## The finding

In the metal TaRh₂ the lowest valence states fill nearly the whole cell, the states just below the Fermi level fill about a third of it, and those just above fill somewhat more again. Three causes seem to act in turn: the share of s electrons, the position within the d band, and the atom that supplies the d orbitals. The values come from a density-functional calculation with the r2SCAN functional.

TaRh₂ (Pnma, 12 atoms per cell) at fixed geometry, computed with Ansatz 0.2.0: r2SCAN, scalar-relativistic PAW, no spin polarisation, 500 eV plane-wave cutoff, 6×8×4 k mesh, Gaussian smearing of 0.05 eV. Both window edges are relative to the Fermi level; states are counted in electrons per cell, and orbital shares come from Loewdin projections.

```csv
"bottom of the window, from the Fermi level (eV)",top of the window (eV),states in the window (per cell),share of the cell that they fill,share of Rh 4d,share of Rh 5s,share of Ta 6s,share of Ta 5d
-8.64,-5.75,6.13,0.87,0.31,0.29,0.25,0.12
-5.75,-2.87,45.65,0.50,0.74,0.05,0.02,0.18
-1.20,0.00,10.70,0.31,0.73,0.05,0.03,0.19
-0.25,0.25,3.73,0.32,0.62,0.06,0.03,0.29
0.00,1.20,9.26,0.41,0.46,0.04,0.02,0.47
```

## What the fill measures

Add up the density of all states in an energy window and scale it to one electron. If this density were the same everywhere, the share of the cell that it fills would be 1; if it gathers near the atoms, the share drops. The quantity describes the summed density. A low value therefore does not mean that single electrons are trapped, and states at the Fermi level of this metal can still run through the whole crystal. Since d orbitals are densest close to the nuclei, the exact values are expected to depend on how the calculation represents the density there.

## The bottom: s electrons even out the density

The outer s orbitals of Rh and Ta reach far beyond their own atom and overlap with many neighbours. Strong overlap makes a wide band, whose lower end lies below most of the d states. The lowest window shows this in two ways: more than half of its character is s, and it holds only about 2 states per eV, against 16 in the next window. Its states are still a mixture, since d orbitals supply 0.43 of the character.

A small model tells how far the s share explains the high fill. Let $f$ be the fill, $V$ the cell volume and $\rho$ the scaled density, and take $f = 1/(V\int\rho^2)$. Treat everything that is not d as a uniform background, and call the d share $d$. The background adds no unevenness of its own, so the unevenness grows as the square of the d share:

$$\frac{1}{f} - 1 = K d^2 .$$

The constant $K$ expresses how unevenly the d density itself is spread. The second window, with a fill of 0.50 and a d share of 0.92, fixes it; the lowest window is then a prediction:

$$K = \frac{1/0.50 - 1}{0.92^2} \approx 1.2, \qquad f \approx \frac{1}{1 + 1.2 \times 0.43^2} \approx 0.82 .$$

The calculation gives 0.87, so dilution by s electrons can account for most of the rise from 0.50. The result does depend on the d shape that is put in: with the one found just below the Fermi level, the model gives only 0.67. The first choice is the better founded, because the two lowest windows both belong to the lower part of the valence band. The background is not truly uniform either. If it were, the density could nowhere drop below 0.57 of the mean, yet the lowest sampled value, close to a Rh atom, is 0.38. The model thus describes the evenness of the cell as a whole and not the density at each point.

## Below the Fermi level: same shares, lower fill

The same model fails between the second and third windows, and the failure is instructive. Their shares of Rh and Ta orbitals are almost equal, yet the fill drops from 0.50 to 0.31. The balance between Rh and Ta, or between s and d, cannot be the reason, so the d density must have changed its shape.

The molecular ion H₂⁺ shows how this can happen. Its two lowest states are made of the same two 1s orbitals. In the bonding state the orbitals add up and put charge between the nuclei; in the antibonding state they cancel there and leave a node. A d band has a similar order, with mostly bonding states low down and mostly antibonding ones high up. The comparison covers only this effect of sign, since H₂⁺ has neither unlike atoms nor a mixture of s and d orbitals.

The electron count places the Fermi level high in the d band. One Ta and two Rh atoms bring 23 valence electrons, almost 8 per atom, for a d shell that holds ten. Some of these are s electrons, but the d band is still well over half full. States just below the Fermi level are therefore expected to have much antibonding character, above all between neighbouring Rh atoms, which supply most of the d orbitals there. Towards Ta the same states may still be bonding. The lowest sampled density falls from 0.38 to 0.14 of the mean, which fits this picture but hardly tests it: the point lies in a hollow of the structure, about 1.9 Å from both the nearest Rh and the nearest Ta atom, and not in the middle of a short contact between Rh atoms.

This is weak support and no proof, because the bonding character itself was not computed. There is also a serious rival cause. The third window holds far fewer states than the second, and they may favour certain directions of the d orbitals. For one electron, the squared density averaged over all directions is expected to be about twice as large in a single d orbital as in an evenly filled d shell of the same radial form. Such a preference could therefore be as important as the antibonding character. Nor does the table tell where the change sets in, as the range between −2.87 and −1.20 eV is not covered.

## Above the Fermi level: tantalum draws level

If antibonding character were the only cause, the fill should stay low or fall further above the Fermi level. The lowest sampled density does fall further, to only 0.07 of the mean. Yet the fill rises from 0.31 to 0.41.

What changes is the balance between the two metals: Ta now supplies as much of the d character as Rh, with half as many atoms. Ta stands further left in its row of the periodic table than Rh, and its nucleus holds the d electrons less tightly, so Ta 5d lies higher in energy than Rh 4d. When two unequal levels mix, the lower combination leans towards the lower level and the upper one towards the higher. Accordingly, one Ta atom carries about half the d share of one Rh atom just below the Fermi level, and about twice that share just above it. These shares depend on how the states are projected onto atoms, but a fourfold change is a clear signal.

At least two effects could turn this shift into a larger fill. The density may be divided more evenly among the atoms, or the Ta orbitals may themselves be wider. The atomic shares of the same calculation allow a test of the first: a more even division alone would raise the fill to between 0.32 and 0.35, depending on the size given to each atom's region. Most of the rise is left over. The wider reach of the loosely held Ta 5d orbitals is a likely cause, though their radius was not computed, and a different mix of d directions could also contribute.

## The narrow window at the Fermi level

The window from −0.25 to 0.25 eV takes its states from both neighbouring windows, and its Ta 5d share of 0.29 and its fill of 0.32 lie between theirs, the fill close to the lower one. It is not a plain blend of the two, though. Its highest sampled density is above that of both neighbours and its lowest is below that of both, which no average of their densities could give. The few states nearest the Fermi level thus have a pattern of their own in this calculation, with sharper extremes, although they fill the cell as a whole about as evenly as the states of the window below. How far that pattern can be trusted is open, because the mesh is coarse for so narrow a window. Spin–orbit coupling, left out here, can also shift Ta 5d bands by tenths of an eV, which is comparable to the width of the window.

## Reading a related metal

For another compound of two transition metals, the same questions can be asked in the same order. How much s character does the window hold? Does it lie low or high in the d band? Which of the two metals supplies the d orbitals there, and how far do they reach? The answers to the last two can pull the fill in opposite directions, as they seem to do here above the Fermi level. The printed output that follows gives the model's fill for every window and the test of the division among atoms.

Numerical output:

```
Fill of the cell and the model of a uniform s part:
    row  d share  s share  fill computed  fill with d shape of window from -5.75  fill with d shape of window from -1.20
  -8.64     0.43     0.54           0.87                                  0.8207                                  0.6728
  -5.75     0.92     0.07            0.5                                     0.5                                    0.31
   -1.2     0.92     0.08           0.31                                     0.5                                    0.31
  -0.25     0.91     0.09           0.32                                  0.5055                                  0.3147
    0.0     0.93     0.06           0.41                                  0.4946                                  0.3054
States and atoms:
    row  states per eV and cell  d share of one Ta over that of one Rh  lowest sampled density over the mean density
  -8.64                   2.121                                 0.7742                                        0.3838
  -5.75                   15.85                                 0.4865                                        0.3786
   -1.2                   8.917                                 0.5205                                        0.1412
  -0.25                    7.46                                 0.9355                                       0.06605
    0.0                   7.717                                  2.043                                       0.07296
Fill above the Fermi level if only the division among equal atomic cells changed from the window below: 0.3518
The same with atomic cells sized by the lowest window: 0.3165
Rise of the fill from just below to just above the Fermi level: 0.1
Fall of the fill from the window at -5.75 to that at -1.20 in percent: 38
Ta 5d share halfway between the windows below and above the Fermi level: 0.33
Fill halfway between the windows below and above the Fermi level: 0.36
```
